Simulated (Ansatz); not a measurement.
## YGe: pressure and energy above given cell against volume ratio

Results calculated with Ansatz 0.2.0, not measured. Plane-wave density functional theory, PAW datasets, Gaussian smearing 0.05 eV: equation of state, the given cell scaled in volume with shape and atoms relaxed at each volume.

The cell before it is scaled or strained (space group Cmcm, No. 63):
```
CELL_PARAMETERS angstrom
2.11860 -5.30840 0.00000
2.11860 5.30840 0.00000
0.00000 0.00000 3.91370
ATOMIC_POSITIONS crystal
Y 0.86110 0.13890 0.25000
Y 0.13890 0.86110 0.75000
Ge 0.58420 0.41580 0.25000
Ge 0.41580 0.58420 0.75000
```

Settings of every row: paw set soft_2; functional PBEsol; spin treatment none; moment partition spheres; spin axis none; wave cutoff 420 eV; k mesh 8x8x8; symmetry use detected.

Atom hubbard u: 0 on all atoms.

Limits: the cell comes from a prototype or a list of computed structures and needn't be the stable phase.

```
row  volume ratio  V (Å³/atom)  pressure (GPa)  energy above given cell (meV per atom)
  1          0.96       21.127           3.917                                   10.39
  2          0.98       21.567               ?                                       ?
  3             1       22.008           0.017                                       0
  4          1.02       22.448          -1.621                                    2.28
  5          1.04       22.888          -3.085                                    8.78
```

Question: what pressure and energy above given cell should row 2 give?

Worked fit of pressure. Take u = (V_r/V)^(2/3) − 1 with V_r = 22.228 Å³ an atom, which is twice the finite (Eulerian) strain; such expansions in the strain, on which the Birch-Murnaghan equation of state is built, carry the rest volume and the bulk modulus. The shown rows have u = 0.03445, 0.00665, -0.00654, -0.01932. Least squares give pressure = −0.8259 + 124.361 × u + 386.27 × u² GPa; a straight line predicts inner rows, each left out in turn, worse (root mean square 0.17 against 0.0034 GPa). The rows lie off it by 0.000, -0.001, 0.002, -0.001. The pressure vanishes at u = 0.0065, or V = 22.01 Å³ an atom, and there the bulk modulus with shape and atoms relaxed is B = −V dP/dV = (2/3)(1 + u) dP/du = 86.8 GPa. The withheld row has u = 0.02033, so the fit gives −0.8259 + 124.361 × (0.02033) + 386.27 × (0.02033)² = 1.862 GPa.

The calculation gave 1.863 GPa. The fit lies 0.001 GPa (0.014 % of the column's range) below it, one unit of the last digit.

Worked fit of energy above given cell. Take u = (V_r/V)^(2/3) − 1 with V_r = 22.228 Å³ an atom, which is twice the finite (Eulerian) strain; such expansions in the strain, on which the Birch-Murnaghan equation of state is built, carry the rest volume and the bulk modulus. The shown rows have u = 0.03445, 0.00665, -0.00654, -0.01932. Least squares give energy above given cell = 0.57 − 170.26 × u + 13213.5 × u² meV per atom; a straight line predicts inner rows, each left out in turn, worse (root mean square 5.8 against 0.063 meV per atom). The rows lie off it by 0.00, -0.02, 0.03, -0.01. Its lowest point lies at u = 0.0064, or V = 22.01 Å³ an atom, and the curvature there gives the bulk modulus with shape and atoms relaxed, B = (4/9)(1 + u)² E″(u)/V = 86.6 GPa. The withheld row has u = 0.02033, so the fit gives 0.57 − 170.26 × (0.02033) + 13213.5 × (0.02033)² = 2.57 meV per atom.

The calculation gave 2.52 meV per atom. The fit lies 0.05 meV per atom (2 % of the value, 0.48 % of the column's range) above it; its largest miss of a shown row is 0.03 meV per atom.
